\section*{1. Premises and conventions}

\textbf{P1, structure.} Monolayer MX$_2$ in trigonal-prismatic coordination, point group $D_{3h}$, no inversion centre. Metal atoms at $\mathbf R=n_1\mathbf a_1+n_2\mathbf a_2$ with $\mathbf a_1=a(1,0)$, $\mathbf a_2=a(\tfrac12,\tfrac{\sqrt3}{2})$. The metal plane is the mirror $\sigma_h$. One vertical mirror is $\sigma_v:\ x\to-x$. Origin and $C_3$ axis on a metal atom. Zone corners $\pm\mathbf K$, $\mathbf K=(4\pi/3a,0)$.

\textbf{P2, band edges} (input from band-structure calculations). Without spin, the lowest conduction state $c$ and the highest valence state $v$ at a zone corner are nondegenerate and even under $\sigma_h$. Their metal parts are
\begin{equation}
c:\ d_{z^2},\qquad v:\ \tfrac{1}{\sqrt2}\left(d_{x^2-y^2}+i\tau d_{xy}\right)\propto (x+i\tau y)^2 ,
\end{equation}
with $L_z=0$ and $L_z=2\tau$ (units of $\hbar$). The valley index $\tau=+1$ is \emph{defined} as the corner whose valence state has $L_z=+2$. Whether this is $+\mathbf K$ or $-\mathbf K$ depends on the orientation of the chalcogen sublattice.

\textbf{P3.} All other bands are far from $c$ and $v$ compared with the energies considered. Independent electrons, time-reversal symmetry, no external static fields.

\textbf{Conventions.} $\mathbf k$ is measured from the corner, $k_\pm=k_x\pm ik_y=ke^{\pm i\varphi}$. Pauli matrices $\sigma_i$ act on $(c,v)$, $\sigma_z=+1$ on $c$. $s_z$ is the spin Pauli matrix, eigenvalues $s=\pm1$. Operations are active, $(gf)(\mathbf r)=f(g^{-1}\mathbf r)$, so a state with $J_z=j$ has $C_3$ eigenvalue $e^{-2\pi ij/3}$. $\omega=e^{2\pi i/3}$. Electron charge $-e$.

\section*{2. Group of the wave vector}

$C_3\mathbf K-\mathbf K=(-2\pi/a,\,2\pi/\sqrt3a)$ has scalar products $-2\pi$ and $0$ with $\mathbf a_1,\mathbf a_2$, so it is a reciprocal lattice vector. $\sigma_h$ leaves $\mathbf K$ fixed. $\sigma_v$ sends $\mathbf K\to-\mathbf K$, which is not equivalent. The little group is $C_{3h}$.

Bloch sum of a metal orbital with $L_z=m$: $\psi=\sum_{\mathbf R}e^{i\mathbf K\cdot\mathbf R}\phi_m(\mathbf r-\mathbf R)$. Then
\begin{equation}
C_3\psi=\omega^{-m}\sum_{\mathbf R'}e^{i(C_3\mathbf K)\cdot\mathbf R'}\phi_m(\mathbf r-\mathbf R')=\omega^{-m}\psi ,\qquad \mathbf R'=C_3\mathbf R .
\end{equation}
A nondegenerate Bloch state has one $C_3$ eigenvalue, shared by its chalcogen admixture. Hence $m_c=0$, $m_v=2\tau$, defined modulo 3.

\textbf{Double group.} $C_{3h}$ is cyclic with generator $S_3=\sigma_hC_3$. On spinors $C_3=e^{-i\pi s_z/3}$. The mirror is inversion times $C_{2z}$ and inversion does not act on spin, so $\sigma_h=e^{-i\pi s_z/2}=-is_z$. Thus $S_3=e^{-5i\pi s_z/6}$ on spin and $S_3^6=-1$. The double group is cyclic of order 12. Label its one-dimensional representations by $\nu$ mod 12, with $S_3$ eigenvalue $e^{-2\pi i\nu/12}$. For $\sigma_h$-even orbitals
\begin{equation}
\nu=4m+5s \pmod{12}.
\end{equation}
\begin{center}
\begin{tabular}{c|cccc}
 & $c\uparrow$ & $c\downarrow$ & $v\uparrow$ & $v\downarrow$\\ \hline
$\tau=+1$ & 5 & 7 & 1 & 3\\
$\tau=-1$ & 5 & 7 & 9 & 11
\end{tabular}
\end{center}
Time reversal conjugates the character, $\nu\to-\nu$, and pairs $(\tau,s)$ with $(-\tau,-s)$, as the table shows. Within one valley all four labels differ, so $H(0)$ is diagonal and no degeneracy is enforced.

Operators: $p_\pm=p_x\pm ip_y$ has $\nu=\pm4$, $p_z$ has $\nu=6$. An element $\langle c|O|v\rangle$ needs $\nu_c-\nu_v=\nu_O$. At $\tau=+1$, $k=0$:
\begin{itemize}
\item $v\uparrow\to c\uparrow$ and $v\downarrow\to c\downarrow$: difference 4, allowed for $p_+$ only;
\item $v\uparrow\to c\downarrow$: difference 6, allowed for $p_z$ only, through spin-orbit mixing with $\sigma_h$-odd bands;
\item $v\downarrow\to c\uparrow$: difference 2, dipole forbidden.
\end{itemize}
At $\tau=-1$ all differences change sign and spins are reversed, so $p_-$ replaces $p_+$.

\section*{3. Invariant expansion}

By P3 the remote bands can be folded out, leaving a $4\times4$ matrix $H_\tau(\mathbf k)$, polynomial in $\mathbf k$, with
\begin{equation}
D(g)\,H_\tau(g^{-1}\mathbf k)\,D(g)^\dagger=H_\tau(\mathbf k),\qquad g\in C_{3h}.
\label{inv}
\end{equation}

\textbf{Step 1, $\sigma_h$.} $\mathbf k$ is unchanged and $D=-is_z$. Equation \eqref{inv} gives $[H_\tau(\mathbf k),s_z]=0$ at every order in $k$. The label $s$ is an exact quantum number (the mirror eigenvalue $-is$), and $H_\tau$ splits into $2\times2$ blocks $H_{\tau s}$.

\textbf{Step 2, $C_3$.} The spin phase is common to a block and cancels. For $\tau=+1$, $D=\mathrm{diag}(1,\omega^{-2})$, and $C_3^{-1}$ maps $k_\pm\to\omega^{\mp1}k_\pm$. The off-diagonal element obeys $H_{cv}(\mathbf k)=\omega^{2}H_{cv}(C_3^{-1}\mathbf k)$. A monomial $k_+^pk_-^q$ survives if $2-p+q\equiv0$ mod 3, that is $q-p\equiv1$. In diagonal elements it survives if $q-p\equiv0$. Through second order
\begin{equation}
H_{cv}=b\,k_-+\kappa\,k_+^2,\qquad H_{cc}=E_c+(\alpha+\beta)k^2,\qquad H_{vv}=E_v+(\alpha-\beta)k^2 .
\label{second}
\end{equation}
A constant and $k_+$ are excluded from $H_{cv}$.

\textbf{Step 3, $\Theta=\sigma_vT$.} Both factors exchange the valleys, so the antiunitary product keeps the valley and maps $(k_x,k_y)\to(k_x,-k_y)$. On orbitals, $(x+iy)^2\xrightarrow{T}(x-iy)^2\xrightarrow{\sigma_v}(x+iy)^2$, and $d_{z^2}$ is invariant. On spin, with $T=is_y\mathcal K$ ($\mathcal K$ complex conjugation) and $\sigma_v=-is_x$, $\Theta=is_z\mathcal K$, again a common phase. With real coefficients of the metal orbitals in $c$ and $v$,
\begin{equation}
H_{\tau s}(k_x,k_y)=H_{\tau s}(k_x,-k_y)^* .
\end{equation}
Since $(k_x+ik_y)^*=k_-$, this gives $b=b^*$ and $\kappa=\kappa^*$. The sign of $|v\rangle$ is chosen so that $b>0$. Write $b=at$.

\textbf{Step 4, $T$.} Define the $\tau=-1$ orbital basis as the complex conjugate of the $\tau=+1$ basis, consistent with P2. Then
\begin{equation}
H_{-\tau,-s}(\mathbf k)=H_{\tau s}(-\mathbf k)^* .
\label{TR}
\end{equation}
For the linear term, $bk_-\to b(-k_-)^*=-bk_+$. Both valleys are covered by $H_{cv}=b(\tau k_x-ik_y)$, the $cv$ element of $b(\tau k_x\sigma_x+k_y\sigma_y)$. Every real coefficient depends on $\tau$ and $s$ only through the product $\tau s$:
\begin{equation}
E_c=\tfrac\Delta2+\lambda_c\tau s,\qquad E_v=-\tfrac\Delta2+\lambda\tau s .
\end{equation}
A term $\propto s$ alone or $\propto\tau$ alone violates \eqref{TR}. With an inversion centre $I$, the product $IT$ would map $(\tau,s,\mathbf k)\to(\tau,-s,\mathbf k)$ and forbid $\tau s$ as well.

\textbf{Step 5, sizes.} Symmetry permits both $\lambda$ and $\lambda_c$. Take the metal spin-orbit term $\xi\,\mathbf L\cdot\mathbf S$ with $\mathbf S=\mathbf s/2$ and $\xi>0$. The part $\xi L_zs_z/2$ gives $\xi\tau s$ on $d_{2\tau}$ and zero on $d_{z^2}$. The spin-flip part changes $m$ by one and leads to the $\sigma_h$-odd orbitals $d_{\pm1}$, outside the subspace, so it enters in second order. Hence $\lambda>0$ is first order in $\xi$, while $\lambda_c$ comes only from second order in $\xi$ and from the small chalcogen $p$ admixture. The model sets $\lambda_c=0$, drops the $\tau s$ correction to $b$, and drops $\alpha,\beta,\kappa$. The projector on $v$ is $(1-\sigma_z)/2$, so
\begin{equation}
H=at\,(\tau k_x\sigma_x+k_y\sigma_y)+\frac\Delta2\sigma_z-\lambda\tau s_z\frac{\sigma_z-1}{2}.
\label{H}
\end{equation}
This is the form used by Xiao, Liu, Feng, Xu and Yao (2012).

\section*{4. Spectrum and spin-valley locking}

For fixed $\tau,s$ separate the trace:
\begin{equation}
H_{\tau s}=\frac{\lambda\tau s}{2}+b(\tau k_x\sigma_x+k_y\sigma_y)+\frac{\Delta'}{2}\sigma_z,\qquad \Delta'=\Delta-\lambda\tau s .
\end{equation}
The diagonal entries are $\Delta/2$ and $-\Delta/2+\lambda\tau s$, as in \eqref{H}. The $\sigma_i$ anticommute, so the square of the traceless part is $b^2k^2+\Delta'^2/4$, and
\begin{equation}
E_{c,v}=\frac{\lambda\tau s}{2}\pm\frac{D}{2},\qquad D(k)=\sqrt{\Delta'^2+4a^2t^2k^2}.
\end{equation}
Assume $\Delta>\lambda$, so $\Delta'>0$. The direct gaps are $\Delta'_A=\Delta-\lambda$ for $\tau s=+1$ and $\Delta'_B=\Delta+\lambda$ for $\tau s=-1$. For small $k$, $D/2\simeq\Delta'/2+b^2k^2/\Delta'$, so both bands of a block have mass $m^*=\hbar^2\Delta'/2b^2$ in magnitude.

The valence edges lie at $-\Delta/2+\lambda\tau s$, split by $2\lambda$. The upper edge has $s=\tau$: spin up in one valley, spin down in the other. These two states are a Kramers pair. This is spin-valley locking. While only the upper valence band holds holes, moving a hole to the other valley requires a large momentum transfer together with a change of the mirror eigenvalue, and a spin flip within a valley near the edge costs about $2\lambda$.

\textbf{Eigenvectors.} $H_{cv}=\tau bke^{-i\tau\varphi}$. With $\cos\theta=\Delta'/D$, $\sin\theta=2bk/D$:
\begin{equation}
u_c=\begin{pmatrix}\cos\frac\theta2\\ \tau e^{i\tau\varphi}\sin\frac\theta2\end{pmatrix},\qquad
u_v=\begin{pmatrix}-\tau e^{-i\tau\varphi}\sin\frac\theta2\\ \cos\frac\theta2\end{pmatrix}.
\end{equation}
Upper row for $u_c$: $\tfrac D2[\cos\theta\cos\frac\theta2+\sin\theta\sin\frac\theta2]=\tfrac D2\cos\frac\theta2$. $u_v$ is orthogonal to $u_c$. Both are smooth at $k=0$.

\section*{5. Circular interband strengths}

Normal incidence, coupling $\mathbf k\to\mathbf k+e\mathbf A/\hbar$, $\mathbf A=A_0\,\mathrm{Re}[\boldsymbol\epsilon_\pm e^{-i\omega_Lt}]$, $\boldsymbol\epsilon_\pm=(\hat x\pm i\hat y)/\sqrt2$. For the upper sign ($\sigma^+$) the field turns from $x$ to $y$ and a photon carries $+\hbar$ along $+z$, whatever its direction of travel. The $e^{-i\omega_Lt}$ part drives absorption. The golden rule gives
\begin{equation}
W_\pm=\frac{2\pi}{\hbar}\left(\frac{eA_0}{\hbar}\right)^2\frac{|P_\pm|^2}{8}\,\delta(D-\hbar\omega_L),\qquad
P_\pm=\langle u_c|\partial_{k_x}H\pm i\,\partial_{k_y}H|u_v\rangle ,
\end{equation}
where $1/8=(1/2)^2(1/\sqrt2)^2$. The momentum matrix element is $m_0P_\pm/\hbar$. The coupling is diagonal in $s$.

The operator is $b(\tau\sigma_x\pm i\sigma_y)=\tau b(\sigma_x\pm i\tau\sigma_y)$. For helicity equal to $\tau$ it is $2\tau b\,|c\rangle\langle v|$ in the fixed basis, for helicity $-\tau$ it is $2\tau b\,|v\rangle\langle c|$. Reading off components,
\begin{equation}
P_{\tau}=2\tau b\cos^2\tfrac\theta2,\qquad P_{-\tau}=-2\tau b\,e^{-2i\tau\varphi}\sin^2\tfrac\theta2 .
\end{equation}
With $2\cos^2\frac\theta2=1+\cos\theta$ and $2\sin^2\frac\theta2=1-\cos\theta$:
\begin{equation}
|P_\pm|^2=a^2t^2\left(1\pm\frac{\tau\Delta'}{\sqrt{\Delta'^2+4a^2t^2k^2}}\right)^2 .
\label{P}
\end{equation}
At $k=0$ valley $\tau$ absorbs only helicity $\tau$, as Section 2 requires. The degree of circular selectivity and the forbidden-to-allowed ratio are
\begin{equation}
\eta=\frac{|P_+|^2-|P_-|^2}{|P_+|^2+|P_-|^2}=\frac{2\tau\cos\theta}{1+\cos^2\theta},\qquad r=\left(\frac{1-\cos\theta}{1+\cos\theta}\right)^2 ,
\end{equation}
with $|\eta|=(1-r)/(1+r)$. For $\Delta'_A<\hbar\omega_L<\Delta'_B$ only $\tau s=+1$ blocks absorb. Then $\sigma^+$ light selects $\tau=+1$ and therefore $s=+1$, up to the fraction $r$.

\section*{6. Berry curvature}

Convention: $\boldsymbol{\mathcal A}_n=i\langle u_n|\nabla_{\mathbf k}u_n\rangle$, $\Omega_n=\partial_{k_x}\mathcal A_{n,y}-\partial_{k_y}\mathcal A_{n,x}=-2\,\mathrm{Im}\langle\partial_xu_n|\partial_yu_n\rangle$. Insert a complete set. The $m=n$ term is a product of two imaginary numbers (normalisation) and drops out. Differentiating $Hu_n=E_nu_n$ gives $\langle m|\partial n\rangle=\langle m|\partial H|n\rangle/(E_n-E_m)$ for $m\neq n$. So
\begin{equation}
\Omega_n=-2\,\mathrm{Im}\sum_{m\ne n}\frac{X_{nm}Y_{nm}^*}{(E_n-E_m)^2},\qquad X_{nm}=\langle n|\partial_xH|m\rangle,\quad Y_{nm}=\langle n|\partial_yH|m\rangle .
\end{equation}
For any complex $X,Y$: $|X+iY|^2-|X-iY|^2=4\,\mathrm{Im}(XY^*)$. Therefore, with $P^{nm}_\pm=X_{nm}\pm iY_{nm}$,
\begin{equation}
\Omega_n=-\sum_{m\neq n}\frac{|P^{nm}_+|^2-|P^{nm}_-|^2}{2(E_n-E_m)^2}.
\label{sum}
\end{equation}
In the two-band block, \eqref{P} gives $|P_+|^2-|P_-|^2=4\tau b^2\cos\theta$ and $E_c-E_v=D$. Exchanging $n$ and $m$ conjugates $X$ and $Y$ and reverses the sign. Result:
\begin{equation}
\Omega_c(k)=-\frac{2\tau a^2t^2\Delta'}{\left(\Delta'^2+4a^2t^2k^2\right)^{3/2}},\qquad \Omega_v=-\Omega_c .
\label{Om}
\end{equation}
Second route: $i\langle u_c|\partial_\varphi u_c\rangle=-\tau\sin^2\frac\theta2$, so by Stokes' theorem the flux through a disc of radius $k$ is
\begin{equation}
\frac1{2\pi}\int_{|\mathbf k'|<k}\Omega_c\,d^2k'=-\frac\tau2\,(1-\cos\theta).
\label{flux}
\end{equation}
Applying $k^{-1}d/dk$ with $d(1/D)/dk=-4b^2k/D^3$ returns \eqref{Om}. The curvature is odd in $\tau$, as \eqref{TR} demands, and depends on spin through $\Delta'$. At the edge $|\Omega|=2b^2/\Delta'^2=\hbar^2/m^*\Delta'$. In the upper valence band $s=\tau$, so $\Omega_v\propto\tau=s$: the valley-odd curvature of these holes is also spin-odd. The formal limit $-\tau/2$ of \eqref{flux} needs $bk\gg\Delta'$, outside the range of the expansion.

\section*{7. Range of validity}

\textbf{Exact by symmetry} (given P1 to P3): conservation of the mirror label $s$, dependence on $\tau s$, oddness of $\Omega$ in $\tau$ at fixed $\tau s$, the $k=0$ selection rules. The rest depends on the dropped terms. Need $k\ll|\mathbf K|$.

\textbf{(a) $\alpha k^2$.} Proportional to the unit matrix. No effect on $D$, on the eigenvectors, on \eqref{P} or \eqref{Om}. It changes the curvatures to $\alpha\pm b^2/\Delta'$ and removes the equality of electron and hole masses. It contains the free-electron term $\hbar^2/2m_0=3.81$ eV\,\AA$^2$ plus remote-band terms of either sign.

\textbf{(b) $\beta k^2\sigma_z$.} Now $\Delta'\to\Delta'+2\beta k^2$ in $D$ and $\theta$, and $\partial H$ acquires $2\beta\mathbf k\sigma_z$. With $\langle u_c|\sigma_z|u_v\rangle=-\tau e^{-i\tau\varphi}\sin\theta$, the amplitudes become $P_\tau=\tau[b(1+\cos\theta)-2\beta k\sin\theta]$ and $P_{-\tau}=-\tau e^{-2i\tau\varphi}[b(1-\cos\theta)+2\beta k\sin\theta]$. The difference of squares is $4b(b\cos\theta-2\beta k\sin\theta)=4b^2(\Delta'-2\beta k^2)/D$, so $\Omega_c=-2\tau b^2(\Delta'-2\beta k^2)/D^3$. To first order in $\beta$ the relative change is $-(2\beta k^2/\Delta')(1+3\cos^2\theta)$.

\textbf{(c) Trigonal warping $\kappa$.} Take $\tau=+1$. The forbidden helicity uses $\partial_-=\partial_{k_x}-i\partial_{k_y}$, with $\partial_-k_+=2$, $\partial_-k_-=0$. Then $\partial_-H_{cv}=4\kappa k_+$ and $\partial_-H_{vc}=2b$. Collecting with (b), at small $k$
\begin{equation}
P_-=4\kappa k_+-\left(\frac{2b^3}{\Delta'^2}+\frac{4\beta b}{\Delta'}\right)k_-^2+O(k^3).
\label{forb}
\end{equation}
The warping term is linear in $k$. It exceeds the Dirac term for $k<k_\times=2|\kappa|\Delta'^2/b^3$. The $\beta$ term has relative size $2\beta\Delta'/b^2$. The small strength in \eqref{P} is therefore not quantitative. Both $4\kappa k_+$ and the allowed amplitude $2b$ carry the factor $\cos^2\frac\theta2$, so warping adds about $(2\kappa k/b)^2$ to the angular average of $r$, the cross term varying as $\cos3\varphi$. In $\Omega$ the first-order effect enters through $D^2\to D^2+8b\kappa k^3\cos3\varphi$, relative size $12b|\kappa|k^3/D^2$.

\textbf{(d) Remote bands in \eqref{sum}.} A $\sigma_h$-even band with coupling $b'$ at distance $E'$ contributes at $k=0$ the fraction $(b'/b)^2(\Delta'/E')^2$ of $\Omega_n$, with sign set by which of $p_\pm$ connects it, and the fraction $(b'/b)^2(\Delta'/E')$ of the band curvature. For $b'=b/2$, $E'=2\Delta'$ these are $1/16$ and $1/8$. $\Omega_v=-\Omega_c$ then fails at that level. A $t$ fitted to the dispersion absorbs part of (a), (b) and (d), so $b$ differs from the true interband matrix element by similar fractions.

\textbf{(e) $\lambda_c$.} In \eqref{H} the conduction branches are degenerate at $k=0$ and separate as $b^2k^2(1/\Delta'_A-1/\Delta'_B)$. The dropped splitting $2|\lambda_c|$ competes with this. The model does not give the conduction spin ordering.

\textbf{(f) Other valleys.} Locking of holes ends once the lower $K$ branch or the valence maximum at $\Gamma$, spin degenerate by Kramers' theorem, is populated.

\textbf{(g) Broken premises.} A substrate or perpendicular field breaks $\sigma_h$ and allows spin-flip terms. Centrosymmetric stacking (2H bilayer) cancels the net valley contrast. Excitons: typical binding energies of several tenths of an eV exceed $2\lambda$, so the single-particle thresholds are not the absorption peaks. An $s$-like envelope is invariant under $C_{3h}$, so the $k=0$ selection rule carries over to the single-valley exciton. Electron-hole exchange, absent here, couples the two valleys at finite exciton momentum and lowers the polarisation of the emission.

\section*{8. Illustration: MoS$_2$}

Inputs: $\Delta=1.66$ eV, $2\lambda=0.15$ eV, and the typical band-fit values $a\approx3.19$ \AA, $t\approx1.10$ eV, so $b=at=3.51$ eV\,\AA\ (used as rounded) and $|\mathbf K|=1.31$ \AA$^{-1}$. Band edges: $c$ at $+0.830$ eV, $v$ at $-0.755$ eV ($s=\tau$) and $-0.905$ eV ($s=-\tau$). The window in which only A absorbs ends at $D_A=\Delta'_B$, $k=0.10$ \AA$^{-1}$, which is taken as the finite-$k$ point. Values for $\tau=+1$:
\begin{center}
\begin{tabular}{l|cc}
 & A ($s=+1$) & B ($s=-1$)\\ \hline
$\Delta'$ (eV) & 1.585 & 1.735\\
$b^2/\Delta'$ (eV\,\AA$^2$) & 7.77 & 7.10\\
$m^*/m_0$ & 0.49 & 0.54\\
$\Omega_c(0)$ (\AA$^2$) & $-9.8$ & $-8.2$\\
$D(0.10)$ (eV) & 1.73 & 1.87\\
$\cos\theta(0.10)$ & 0.914 & 0.927\\
$\Omega_c(0.10)$ (\AA$^2$) & $-7.5$ & $-6.5$
\end{tabular}
\end{center}
For $\tau=-1$ the spins and the signs of $\Omega$ reverse. The masses restate the fit of $t$ and are no prediction. The free-electron term alone is 0.49 of $b^2/\Delta'_A$.

\textbf{Optics, A at $k=0.10$ \AA$^{-1}$.} Model amplitudes $|P_+|=6.7$ and $|P_-|=0.30$ eV\,\AA, $r=2.0\times10^{-3}$. With a typical $|\kappa|\approx1$ eV\,\AA$^2$: $k_\times=0.12$ \AA$^{-1}$, beyond the window, so warping dominates the forbidden amplitude throughout. It adds $3\times10^{-3}$, giving $r\approx5\times10^{-3}$ and $\eta\approx0.99$. An assumed $|\beta|=1$ eV\,\AA$^2$ changes the $k_-^2$ term of \eqref{forb} by 26\%. The supported statement is $\eta\approx0.99$ at the edge of the window and $\eta\to1$ at $k\to0$.

\textbf{Curvature.} At the same point $\beta$ shifts $\Omega$ by 4\% and $\kappa$ modulates it by 1.4\%. With (d), two figures are the most the model supports. The flux \eqref{flux} inside this disc is $-0.043$, under a tenth of the formal $-1/2$.

\textbf{Holes.} The upper branch reaches the top of the lower one when $\lambda/2-D_A/2=-\Delta/2-\lambda$, so $D_A=\Delta+3\lambda=1.885$ eV and $k_F=0.145$ \AA$^{-1}$. Two valleys with one spin each give $n=2\cdot\pi k_F^2/(2\pi)^2=k_F^2/2\pi=0.34$ nm$^{-2}$. The $\Gamma$ maximum typically lies about 0.1 eV below the $K$ edge in calculations, a strain-sensitive value. It would then intervene first, at $D_A=1.785$ eV and $n=0.22$ nm$^{-2}$. For nondegenerate holes at 300 K ($k_BT=0.0259$ eV) and parabolic bands, with density of states $\propto m^*\propto\Delta'$, the ratio of lower- to upper-branch holes at $K$ is $(\Delta'_B/\Delta'_A)\,e^{-2\lambda/k_BT}=3.3\times10^{-3}$.

\textbf{Electrons.} The model splitting is $0.67\,k^2$ eV\,\AA$^2$ at small $k$ and 6 meV at $0.10$ \AA$^{-1}$ from the full $E_c$. A typical $2|\lambda_c|\approx3$ meV equals the small-$k$ expression at $k=0.07$ \AA$^{-1}$. Both are well below $k_BT$ at 300 K, so in MoS$_2$ locking at room temperature is a property of the $K$-point holes.